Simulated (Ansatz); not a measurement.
## Tc: pressure as volume scale varies

Results calculated with Ansatz 0.2.0, not measured. Periodic Kohn-Sham DFT of a crystal at fixed atoms, scaled to volume_scale times the given cell; pressure positive in compression, energy less spherical unpolarised free atoms, largest_vzz the field gradient of largest size among the nuclei.

The cell before it is scaled or strained (space group Fm-3m, No. 225):
```
Tc
1.0
      0.0000     1.9500     1.9500
      1.9500     0.0000     1.9500
      1.9500     1.9500     0.0000
Tc
1
Direct
  0.00000 0.00000 0.00000
```

Settings of every row: method all-electron PAW; functional PBEsol; relativity scalar; k mesh 18x18x18; filling fermi-dirac; smearing width 0.03 eV; nucleus gaussian.

Atom start moment: 0 on all atoms.

```
row  volume scale  V (Å³/atom)  pressure (GPa)
  1          0.94        13.94           3.171
  2          0.96       14.237          -3.642
  3          0.98       14.533          -9.732
  4          0.99       14.681         -12.526
  5             1        14.83         -15.163
  6          1.01       14.978               ?
  7          1.02       15.126         -19.989
  8          1.04       15.423         -24.278
  9          1.06        15.72         -28.081
```

Question: what pressure should row 6 give?

Worked fit of pressure. Take u = (V_r/V)^(2/3) − 1 with V_r = 14.755 Å³ an atom, which is twice the finite (Eulerian) strain; such expansions in the strain, on which the Birch-Murnaghan equation of state is built, carry the rest volume and the bulk modulus. The shown rows have u = 0.03861, 0.02411, 0.01016, 0.00336, -0.00337, -0.01642, -0.02909, -0.04136. Least squares give pressure = −13.8529 + 394.019 × u + 1213.93 × u² GPa; a straight line predicts inner rows, each left out in turn, worse (root mean square 0.63 against 0.01 GPa). The rows lie off it by 0.001, 0.005, -0.008, -0.011, 0.004, 0.006, 0.010, -0.008 (root mean square 0.0073 GPa). The pressure vanishes at u = 0.0320, or V = 14.07 Å³ an atom, and there the bulk modulus at fixed shape and fractions is B = −V dP/dV = (2/3)(1 + u) dP/du = 325 GPa. The withheld row has u = -0.00995, so the fit gives −13.8529 + 394.019 × (-0.00995) + 1213.93 × (-0.00995)² = -17.653 GPa.

The calculation gave -17.644 GPa. The fit lies 0.009 GPa (0.029 % of the column's range) below it; its largest miss of a shown row is 0.011 GPa.
